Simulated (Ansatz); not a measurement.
**Abstraction of F: CH6F2Si2 + SF → CH6FSi2 + SF2**

Species: CH6F2Si2 `F[SiH2]C[SiH2]F`, singlet; SF (Monosulfur monofluoride), doublet; CH6FSi2 `F[SiH2]C[SiH2]`, doublet; SF2 (sulfur difluoride) `FSF`, singlet. A radical takes F: the energy is the difference in strength between the Si–F bond broken and the S–F bond made.

Shapes, held fixed at every level: PBE0-D4/def2-TZVP. Flexible molecules stand in one conformer, not always the lowest. Programs: Ansatz 0.2.0. The zero-point and thermal change to 298 K, harmonic and unscaled (PBE0-D4/def2-TZVP), is -6.1 kJ/mol.

(1) Estimate ΔH(298 K) of this reaction.

Results:

(1) The highest level, CCSD(T)/CBS estimate, gives ΔH(298 K) = +271.9 kJ/mol; the levels span +250.2 to +306.5. The column of differences is taken from that level and isn't an error. No measured value is set beside it here. Open shells run unrestricted. The CBS estimate extrapolates MP2 from def2-TZVPP and def2-QZVPP and adds CCSD(T) − MP2 in the triple-zeta set, cores frozen.

| level | kind | ΔH(298 K) (kJ/mol) | less CCSD(T)/CBS estimate |
| --- | --- | --- | --- |
| MP2/def2-SVP | perturbation theory | +284.1 | +12.2 |
| MP2/def2-TZVPP | perturbation theory | +275.4 | +3.5 |
| HF/def2-TZVPP | Hartree–Fock | +306.5 | +34.6 |
| r2SCAN-D4/def2-TZVPP | meta-GGA | +253.1 | -18.8 |
| PBE0-D4/def2-TZVPP | global hybrid | +250.2 | -21.7 |
| r2SCAN0-D4/def2-TZVPP | global hybrid | +264.8 | -7.1 |
| CCSD(T)/def2-SVP | coupled cluster or CI | +280.3 | +8.4 |
| CCSD(T)/CBS estimate | coupled cluster or CI | +271.9 | 0.0 |

Fluorine transfer from silicon to SF is strongly endothermic, at +271.9 kJ/mol, and every level agrees on the direction. The Si–F bond is much the stronger of the two. Silicon is far more electropositive than sulfur, so its bond to fluorine is highly polar, and donation from fluorine lone pairs into σ* orbitals on silicon probably strengthens it further. In SF2 the bonds are less polar, and lone pairs on sulfur and fluorine repel each other.

Hartree–Fock gives the largest value, which suggests that correlation matters more for the S–F bond made than for the Si–F bond broken. All three density functionals fall below the coupled-cluster result. Exact exchange alone doesn't order them, since the two global hybrids lie on either side of the meta-GGA.

With two molecules on each side, entropy is unlikely to offset so large an enthalpy, so SF should not be a practical fluorine abstractor here. The reverse transfer, from SF2 to the silyl radical, is strongly downhill, but its rate depends on a barrier that these reaction enthalpies don't give.
